**Smoothness and method errors along the Al–H–B hydrogen transfer in AlBH5**

The table holds energies, counted from the start of the scan, at five Al–H distances of doublet AlBH5 with rigid fragments, from UHF, MP2, CCSD(T), phaseless and released AFQMC, PBE and PBE0 in the cc-pVDZ basis. The program fits no parameter: it continues a parabola through three equally spaced rows back to the start and forward to the later rows, and lists steps, second differences and errors against released AFQMC. The noise-free levels return to zero at the start within 13 meV, while HF, MP2, CCSD(T) and both AFQMC columns fall 0.17 to 0.46 eV below the continuation from rows 2 to 4 at 1.943 Å; PBE shows no such break and PBE0 flattens one row earlier. MP2, CCSD(T) and phaseless AFQMC stay within 11 meV of the released walk, whereas HF, PBE and PBE0 deviate by up to 139, 218 and 80 meV. Total energies at 1.688 Å show that the agreement of MP2 rests on cancellation of an error of 1.3 eV relative to CCSDT(Q).

Hydrogen transfer in neutral doublet AlBH5, computed with Ansatz 0.2.0 and the in-house AFQMC program afq 1, using unrestricted determinants and the cc-pVDZ basis. The fragments are rigid at PBE0/def2-TZVP geometries, and the scan starts at an Al–H distance of 1.5858 Å. MP2, CCSD(T) and AFQMC keep the cores frozen, and phaseless AFQMC uses a CISD trial.

## The fit in Python

```python
# Table: energies (eV) from the start (Al-H 1.5858 A) of the H-transfer scan in doublet AlBH5, cc-pVDZ,
# frozen core, Ansatz / own AFQMC: UHF, MP2, CCSD(T), phaseless and released AFQMC, PBE, PBE0.
# Tested: smoothness of each curve (three-point parabola, no fitted parameter), errors against released AFQMC.
T = {
    'point_transfer': [1.688, 1.739, 1.79, 1.841, 1.943],  # angstrom
    'row_number': [1, 2, 3, 4, 5],
    'row_hf': [-0.04, -0.006, 0.064, 0.174, 0.052],  # eV
    'row_mp2': [-0.1, -0.096, -0.055, 0.029, 0.13],  # eV
    'row_ccsd_pt': [-0.094, -0.087, -0.041, 0.046, 0.121],  # eV
    'row_ph_afqmc_cisd': [-0.099, -0.089, -0.046, 0.044, 0.128],  # eV
    'row_released_afqmc': [-0.099, -0.098, -0.047, 0.035, 0.119],  # eV
    'row_pbe': [-0.168, -0.206, -0.213, -0.183, 0.002],  # eV
    'row_pbe0': [-0.107, -0.106, -0.073, -0.039, 0.039],  # eV
}
import numpy as np
from scipy import constants as C

r = np.array(T['point_transfer'], float)
keys = [('HF', 'row_hf'), ('MP2', 'row_mp2'), ('CCSD(T)', 'row_ccsd_pt'), ('phaseless', 'row_ph_afqmc_cisd'),
        ('released', 'row_released_afqmc'), ('PBE', 'row_pbe'), ('PBE0', 'row_pbe0')]
E = {n: 1000 * np.array(T[k], float) for n, k in keys}   # meV
r0, dAlB = 1.5858, 2.15 + 0.96   # start (caption) and Al-B distance (geometry of the same runs), angstrom
f = lambda a: ' '.join('%+5.0f' % x for x in a)
par = lambda y, i: np.polyfit(r[i:i + 3], y[i:i + 3], 2)

print('Al-H (A):', ' '.join('%.3f' % x for x in r), '| steps:', ' '.join('%.3f' % x for x in np.diff(r)))
print('B-H (A) if Al-B stays %.2f: start %.2f, rows' % (dAlB, dAlB - r0), ' '.join('%.2f' % x for x in dAlB - r))
print('electrons %d, frozen %d, correlated %d' % (13 + 5 + 5, 12, 13 + 5 + 5 - 12))
print('Energy steps between rows (meV; last step is twice as long) | second differences, rows 1-4')
for n in E:
    d = np.diff(E[n])
    print('  %-10s %s | %s' % (n, f(d), f(np.diff(d[:3]))))
print('Parabola rows 1-3: minimum (A, meV), curvature (eV/A^2) | table minus parabola (meV) at start,')
print('  1.841, 1.943 | parabola rows 2-4: value at 1.943, table minus value')
back, fwd = {}, {}
for n in E:
    p, q = par(E[n], 0), par(E[n], 1)
    xm = -p[1] / (2 * p[0])
    back[n], fwd[n] = -np.polyval(p, r0), E[n][4] - np.polyval(q, r[4])
    miss = [back[n], E[n][3] - np.polyval(p, r[3]), E[n][4] - np.polyval(p, r[4])]
    print('  %-10s %.3f %+5.0f %5.1f | %s | %s' % (n, xm, np.polyval(p, xm), 2 * p[0] / 1000, f(miss),
                                                 f([np.polyval(q, r[4]), fwd[n]])))
for lab, i, x in [('two steps', 0, r0), ('one step', 0, r[3]), ('three steps', 0, r[4])]:
    w = np.array([np.polyval(par(np.eye(5)[i + j], i), x) for j in range(3)])
    print('  continuation by %s: rounding up to %.0f meV, noise of 2.6 meV per point gives %.0f meV'
          % (lab, 0.5 * np.abs(w).sum(), 2.6 * np.sqrt((w ** 2).sum())))
print('Error against released AFQMC (meV), rows 1-5 | mean absolute, worst row')
err = {n: E[n] - E['released'] for n in E if n != 'released'}
for n, e in err.items():
    k = np.argmax(np.abs(e))
    print('  %-10s %s | %4.0f, %+.0f at %.3f A' % (n, f(e), np.abs(e).mean(), e[k], r[k]))
cc = E['CCSD(T)'] - E['HF']
print('CCSD(T) minus HF (meV):', f(cc), '| steps', f(np.diff(cc)))
print('MP2 minus HF (meV):    ', f(E['MP2'] - E['HF']))
print('PBE minus CCSD(T) (meV):', f(E['PBE'] - E['CCSD(T)']), '| PBE0:', f(E['PBE0'] - E['CCSD(T)']))
print('depth of lowest row, PBE / released: %.1f' % (E['PBE'].min() / E['released'].min()))

# further outputs of the same runs at 1.688 A (eV): total energies, errors, PBE alpha levels
hf, mp2, ccsd, cct, cctq = -7329.95239, -7334.3537, -7335.5291, -7335.63632, -7335.66681
ph, sph, phhf, shf, srel = -7335.66602, 0.0025941, -7335.7274, 0.026193, 0.00221
homo, lumo = -3.524792, -3.480472
print('At 1.688 A: CCSDT(Q) correlation %.3f eV, MP2 share %.0f %%' % (cctq - hf, 100 * (mp2 - hf) / (cctq - hf)))
print('  total minus CCSDT(Q) (meV): MP2 %+.0f, CCSD %+.0f, CCSD(T) %+.0f'
      % tuple(1000 * (x - cctq) for x in (mp2, ccsd, cct)))
print('  phaseless, CISD trial %+.1f +- %.1f; HF trial %+.0f +- %.0f (%.1f errors)'
      % (1000 * (ph - cctq), 1000 * sph, 1000 * (phhf - cctq), 1000 * shf, abs(phhf - cctq) / shf))
g = 1000 * (cct - ph)
print('  CCSD(T) minus phaseless: %.0f meV here, %.0f meV at the start' % (g, g - E['CCSD(T)'][0] + E['phaseless'][0]))
print('  noise if the start has the same error (meV): phaseless %.1f, released %.1f, their gap %.1f'
      % (1414 * sph, 1414 * srel, 1414 * np.hypot(sph, srel)))
print('  PBE alpha gap %.0f meV; 1 kcal/mol = %.0f meV; rounding of a table entry 0.5 meV'
      % (1000 * (lumo - homo), 1e6 * C.calorie / (C.N_A * C.e)))

assert np.all(cc[:4] < 0) and cc[4] > 0
assert all(fwd[n] < -150 for n in ('HF', 'MP2', 'CCSD(T)')) and abs(fwd['PBE']) < 30
assert all(abs(back[n]) < 20 for n in ('HF', 'MP2', 'CCSD(T)', 'PBE', 'PBE0'))
assert np.all(err['PBE'] < -50) and np.abs(err['CCSD(T)']).max() < 15
```

Printed output:

```
Al-H (A): 1.688 1.739 1.790 1.841 1.943 | steps: 0.051 0.051 0.051 0.102
B-H (A) if Al-B stays 3.11: start 1.52, rows 1.42 1.37 1.32 1.27 1.17
electrons 23, frozen 12, correlated 11
Energy steps between rows (meV; last step is twice as long) | second differences, rows 1-4
  HF           +34   +70  +110  -122 |   +36   +40
  MP2           +4   +41   +84  +101 |   +37   +43
  CCSD(T)       +7   +46   +87   +75 |   +39   +41
  phaseless    +10   +43   +90   +84 |   +33   +47
  released      +1   +51   +82   +84 |   +50   +31
  PBE          -38    -7   +30  +185 |   +31   +37
  PBE0          +1   +33   +34   +78 |   +32    +1
Parabola rows 1-3: minimum (A, meV), curvature (eV/A^2) | table minus parabola (meV) at start,
  1.841, 1.943 | parabola rows 2-4: value at 1.943, table minus value
  HF         1.665   -44  13.8 |    -0    +4  -438 |  +514  -462
  MP2        1.708  -103  14.2 |    -3    +6  -160 |  +326  -196
  CCSD(T)    1.704   -96  15.0 |    -9    +2  -210 |  +343  -222
  phaseless  1.698  -100  12.7 |   +20   +14  -153 |  +365  -237
  released   1.712  -105  19.2 |   -49   -19  -287 |  +292  -173
  PBE        1.776  -214  11.9 |    -1    +6   +50 |   -12   +14
  PBE0       1.712  -111  12.3 |   +13   -31  -179 |   +32    +7
  continuation by two steps: rounding up to 9 meV, noise of 2.6 meV per point gives 27 meV
  continuation by one step: rounding up to 3 meV, noise of 2.6 meV per point gives 11 meV
  continuation by three steps: rounding up to 15 meV, noise of 2.6 meV per point gives 49 meV
Error against released AFQMC (meV), rows 1-5 | mean absolute, worst row
  HF           +59   +92  +111  +139   -67 |   94, +139 at 1.841 A
  MP2           -1    +2    -8    -6   +11 |    6, +11 at 1.943 A
  CCSD(T)       +5   +11    +6   +11    +2 |    7, +11 at 1.739 A
  phaseless     +0    +9    +1    +9    +9 |    6, +9 at 1.739 A
  PBE          -69  -108  -166  -218  -117 |  136, -218 at 1.841 A
  PBE0          -8    -8   -26   -74   -80 |   39, -80 at 1.943 A
CCSD(T) minus HF (meV):   -54   -81  -105  -128   +69 | steps   -27   -24   -23  +197
MP2 minus HF (meV):       -60   -90  -119  -145   +78
PBE minus CCSD(T) (meV):   -74  -119  -172  -229  -119 | PBE0:   -13   -19   -32   -85   -82
depth of lowest row, PBE / released: 2.2
At 1.688 A: CCSDT(Q) correlation -5.714 eV, MP2 share 77 %
  total minus CCSDT(Q) (meV): MP2 +1313, CCSD +138, CCSD(T) +30
  phaseless, CISD trial +0.8 +- 2.6; HF trial -61 +- 26 (2.3 errors)
  CCSD(T) minus phaseless: 30 meV here, 25 meV at the start
  noise if the start has the same error (meV): phaseless 3.7, released 3.1, their gap 4.8
  PBE alpha gap 44 meV; 1 kcal/mol = 43 meV; rounding of a table entry 0.5 meV
```
